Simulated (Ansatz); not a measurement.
# Ligand exchange: Sn(CH3)Br + GeH3(NH2) → Sn(CH3)(NH2) + GeH3Br

Species: Sn(CH3)Br, singlet; GeH3(NH2), singlet; Sn(CH3)(NH2), singlet; GeH3Br `[GeH3][Br]`, singlet. The partners trade Br for NH2: Sn–Br and Ge–NH2 bonds give way to Sn–NH2 and Ge–Br.

Shapes, held fixed at every level: PBE0-D4/def2-TZVP. Flexible molecules stand in one conformer, not always the lowest. Programs: Ansatz 0.2.0. The zero-point and thermal change to 298 K, harmonic and unscaled (PBE0-D4/def2-TZVP), is -1.0 kJ/mol.

| level | kind | ΔH(298 K) (kJ/mol) | less CCSD(T)/def2-TZVPP |
| --- | --- | --- | --- |
| HF/def2-TZVPP | Hartree–Fock | +33.8 | +13.7 |
| PBE-D4/def2-TZVPP | GGA | +20.6 | +0.5 |
| r2SCAN0-D4/def2-TZVPP | global hybrid | +24.9 | +4.8 |
| wB97M-V/def2-TZVPP | range-separated hybrid | +21.9 | +1.8 |
| MP2/def2-TZVPP | perturbation theory | +20.6 | +0.5 |
| CCSD/def2-TZVPP | coupled cluster or CI | +22.3 | +2.2 |
| CCSD(T)/def2-TZVPP | coupled cluster or CI | +20.1 | 0.0 |

The highest level, CCSD(T)/def2-TZVPP, gives ΔH(298 K) = +20.1 kJ/mol; the levels span +20.1 to +33.8. The column of differences is taken from that level and isn't an error. No measured value is set beside it here. For atoms past krypton def2 sets carry core potentials with scalar relativity. Relativity is left out for Br, Ge. Outer-core shells of Br, Ge, Sn are correlated in most correlated rows, in sets that cover them unevenly.

The exchange is endothermic at every level, with +20.1 kJ/mol from CCSD(T), so enthalpy favours keeping bromide on tin and the amide on germanium. The preference probably reflects the match between ligand and centre: compact nitrogen orbitals overlap better with those of germanium than with the more diffuse ones of tin, while the larger, softer bromide loses less on the heavier and more electropositive atom. Donation from the nitrogen lone pair into the formally empty 5p orbital of the stannylene should work the other way, but evidently doesn't overturn the balance.

Hartree–Fock gives the right direction but exaggerates the cost, perhaps because it misses correlation that favours the amidostannylene. The small shift from CCSD to CCSD(T) suggests that connected triples matter little to this balance.

Because tin is divalent here and germanium tetravalent, the result can't be read as a pure comparison of the two elements, nor does it give the strength of any single bond.
